The first weak orbital occupation is the average number of electrons in the less occupied of two active orbitals. It is zero for a perfect closed-shell bond and one when two electrons no longer share an orbital. Here it comes from a CASSCF wavefunction with two active electrons, computed while one equatorial P–F bond of PF₅ is stretched and the other four fluorine atoms stay in place. The table sets beside it the energies of RHF, which keeps both bond electrons in one orbital, and of UHF, which lets the spin-up and spin-down electrons part. Spin squared belongs to the UHF solution: it is zero for a pure singlet and close to one when a single electron pair has come fully apart.

PySCF 2.14.0 calculations with RHF, broken-symmetry UHF and CASSCF (two electrons in two orbitals) in the 6-31G(d) basis, for neutral PF₅ set up with spin multiplicity 1. One equatorial P–F bond of the GFN2-xTB geometry is stretched rigidly, with points computed from the longest distance inwards. A penalty on triplets holds the CASSCF state to a singlet. Spin squared is from UHF, the occupation from CASSCF natural orbitals.

```
bond length (Å)  CASSCF energy over its lowest point (eV)  RHF energy over CASSCF (eV)  UHF energy under RHF (eV)  spin squared  first weak orbital occupation
          1.510                                     0.000                        0.481                      0.000         0.000                          0.014
          1.640                                     0.092                        0.602                      0.000         0.000                          0.022
          1.800                                     0.767                        0.783                      0.000         0.000                          0.039
          1.970                                     1.700                        1.023                      0.000         0.000                          0.070
          2.210                                     2.949                        1.467                      0.336         0.512                          0.151
          2.540                                     4.130                        2.311                      1.813         0.871                          0.352
          2.950                                     5.008                        3.331                      3.550         0.978                          1.000
          3.610                                     4.939                        5.359                      5.514         1.008                          1.000
          4.590                                     4.960                        6.709                      6.862         1.008                          1.000
```

The occupation rises smoothly as the bond grows to 2.54 Å, where it is 0.352. At 2.95 Å it is 1.000, and it stays there in the last two rows. The CASSCF energy also behaves oddly at 2.95 Å, standing slightly higher than at both longer distances. Whether the bond has simply finished breaking, or the calculation has moved to another kind of solution, can be judged only against the occupation that a stretched electron pair should have.

Two limiting cases fix that expectation. In a short bond the bonding orbital lies far below the antibonding one, so both electrons sit in the bonding orbital. At infinite distance, in a model with two equal sites, the two orbitals have the same energy, and one electron stays on each fragment. RHF cannot describe this second limit, because a doubly occupied bonding orbital also places both electrons on the same fragment for part of the time. That spurious ionic part is why RHF ends 6.7 eV above CASSCF at 4.59 Å; this growing gap is an error of the method, not bond strength.

Between the limits the wavefunction mixes two configurations, one with both electrons in the bonding orbital and one with both in the antibonding orbital. Let 2D be the energy difference between these configurations and K the coupling that mixes them. The lower solution of this two-by-two problem puts

n = 1 − x / √(1 + x²),  with x = D / K,

electrons into the weak orbital. For large x this is nearly 1/(2x²), the small occupation of an intact bond; for x → 0 it tends to one.

The distance enters mainly through D. With two equal sites, the splitting of bonding and antibonding orbitals comes from the overlap of the fragment orbitals, which dies away roughly exponentially, whereas K stays finite because it reflects the cost of putting two electrons on one fragment. In this model the ratio x should therefore fall roughly exponentially; for a polar P–F bond that is an assumption to be tested. A single exponential fitted to the six rows up to 2.54 Å reproduces their occupations to about 0.01 or better, with x halving roughly every 0.4 Å. Good agreement inside the fitted range shows that these six rows belong to one smooth family; the test lies in the rows outside it.

The row at 2.95 Å can be estimated from its two predecessors alone. Solving the formula for x gives

x = (1 − n) / √(n(2 − n)),

which is 1.607 at 2.21 Å and 0.851 at 2.54 Å. The ratio thus shrinks by a factor of 0.53 over 0.33 Å. Over the next 0.41 Å, the same exponential decay gives

x = 0.851 × 0.53^(0.41/0.33) ≈ 0.39,
n = 1 − 0.39 / √(1 + 0.39²) ≈ 0.64.

The exponential fitted to all six inner rows gives 0.62. The computed occupation is 1.000, so the break amounts to more than a third of an electron, in a row that neither estimate used.

UHF offers a second view of the same distance. In a symmetric two-site model its spin-up and spin-down orbitals lean towards opposite fragments and keep an overlap T. Relative to RHF the energy is then

E = D(1 − T) − K(1 − T²),

which is lowest at T = x/2, and spin squared equals 1 − T². At 2.95 Å the UHF spin squared is 0.978, so some overlap survives. Translated into a weak occupation, it gives about 0.72. The same translation at 2.54 Å gives 0.42, somewhat above the CASSCF value of 0.352, so it tends to exaggerate the loss of pairing and still falls well short of one.

The likely cause of the jump is a change in the orbital that holds the unpaired electron on fluorine. A free fluorine atom has one hole in its 2p shell, and the hole can point along the former bond or at right angles to it. Along the bond, the half-filled orbital overlaps with that of the PF₄ radical, and the pairing fades gradually. At right angles, the overlap vanishes by symmetry at every distance, and both active orbitals hold exactly one electron even when the fragments are still fairly close. The occupations fit this second case, but they do not identify the orbitals, so the assignment remains an inference. A triplet would also place one electron in each active orbital, but the calculation holds the CASSCF state to a singlet at every distance, so a switch to a triplet is not the explanation. In the outer rows the two electrons sit in separate orbitals and are still coupled to a singlet.

There is a plain reason why a calculation can end up there. Far from PF₄ the directions of the hole are almost equal in energy, so the orbital optimisation has little to choose between them. The curve was computed from the longest distance inwards, and a solution with the hole at right angles could have been carried along until the bonding solution became clearly better. In that reading the jump marks where the calculation changes solution, not where the bond snaps. The notes to the data warn, for all rows, that the solution may change along the curve; this is a general caution from tests on other systems, not a finding from these runs. The two outermost rows probably belong to the same branch, but there the smooth model itself approaches one, and the occupation distinguishes the two cases less and less.

The energies support a change of solution. CASSCF lies 0.50 eV below UHF at 2.54 Å but 0.22 eV above it at 2.95 Å. At 4.59 Å it is still 0.15 eV above. UHF can be lower at long distance because it also lets the spins of the remaining electrons adjust, which two active electrons do not allow; its spin squared slightly above one is a sign of this.

Taking that outer difference as the normal offset, the CASSCF point at 2.95 Å is about 0.07 eV too high. This is probably a low estimate of the energy break, since a solution that kept some pairing would lie lower against UHF, as it does at 2.54 Å. CASSCF also falls by 0.07 eV from 2.95 to 3.61 Å, while UHF is flat to within 0.01 eV. The hump is therefore no evidence of a barrier to bond breaking or to the return of a fluorine atom.

A different kind of break occurs near 2.1 Å, in UHF alone. The overlap T cannot exceed one, so the two-site model allows UHF to leave RHF only when x drops below two. With the fitted exponential this happens at about 2.10 Å, between the last row where UHF and RHF coincide, 1.97 Å, and the first where they differ, 2.21 Å. This is the Coulson–Fischer point. The model places it well, but at 2.21 Å it gives a spin squared of only 0.35 against the computed 0.512, so two equal sites are only a rough picture of this bond; the table does not show which simplification causes the misfit.

The bond itself does nothing special at that point. The CASSCF occupation passes through about 0.11 there and continues along the same smooth curve. UHF shows a kink because its spin-up and spin-down orbitals stay identical up to this point and begin to part only beyond it, while the two-configuration wavefunction shifts its weights continuously. A sudden onset of spin squared thus marks a limit of the method, and a sudden jump of the CASSCF occupation marks a change of solution.

PF₅ serves as a source gas for phosphorus doping of semiconductors, where a plasma breaks its P–F bonds. For that use the table shows how pairing is lost as a fluorine atom leaves, but its plateau near 5 eV should not be taken as the bond energy. The energy zero is the shortest distance in the table, not a located minimum. The PF₄ fragment is not allowed to relax, and most of the correlated motion of the electrons is left out. A dependable curve would first need the same electronic solution followed through all distances, with its active orbitals checked at each one. The printed analysis after this text gives the smooth model and the energy comparisons row by row.

Numerical output:

```
fit of ratio on 6 rows (bond_length < 2.7): coefficient of exp(-s*bond_length) 98.22 +/- 0.25, s 1.858; rms 0.0186, worst 1.64 -0.026, leave-one-out rms 0.0396
  rows outside the fit (model, value, miss): 2.95 0.4086, 0, 0.409; 3.61 0.1199, 0, 0.12; 4.59 0.0194, 0, 0.0194
Weak occupation against the smooth pair model:
   row  D/K from CASSCF  smooth occupation  computed less smooth  model UHF spin squared
  1.51            5.913            0.01389             0.0001068                       0
  1.64            4.688            0.02224            -0.0002375                       0
   1.8            3.475            0.03925            -0.0002511                       0
  1.97             2.53            0.07026            -0.0002559                       0
  2.21            1.607             0.1496              0.001428                  0.3467
  2.54           0.8508             0.3413               0.01071                  0.8084
  2.95                0             0.6217                0.3783                  0.9583
  3.61                0              0.881                 0.119                  0.9964
  4.59                0             0.9806               0.01939                  0.9999
Energies in eV:
   row  RHF over its lowest  UHF over its lowest  CASSCF less UHF
  1.51                    0                    0           -0.481
  1.64                0.213                0.213           -0.602
   1.8                1.069                1.069           -0.783
  1.97                2.242                2.242           -1.023
  2.21                3.935                3.599           -1.131
  2.54                 5.96                4.147           -0.498
  2.95                7.858                4.308            0.219
  3.61                9.817                4.303            0.155
  4.59                11.19                4.326            0.153
Weak occupation at 2.95 angstrom continued from the two rows before: 0.6398
Weak occupation at 2.95 angstrom inferred from the UHF spin: 0.7156
Control, weak occupation at 2.54 angstrom inferred from the UHF spin: 0.4166
Model distance where UHF leaves RHF, at ratio two, in angstrom: 2.095
Weak occupation at ratio two: 0.1056
Largest step in weak occupation between neighbouring rows: 0.648
CASSCF energy change from 2.95 to 3.61 angstrom, eV: -0.069
Extra height of CASSCF over UHF at 2.95 against 4.59 angstrom, eV: 0.066
```
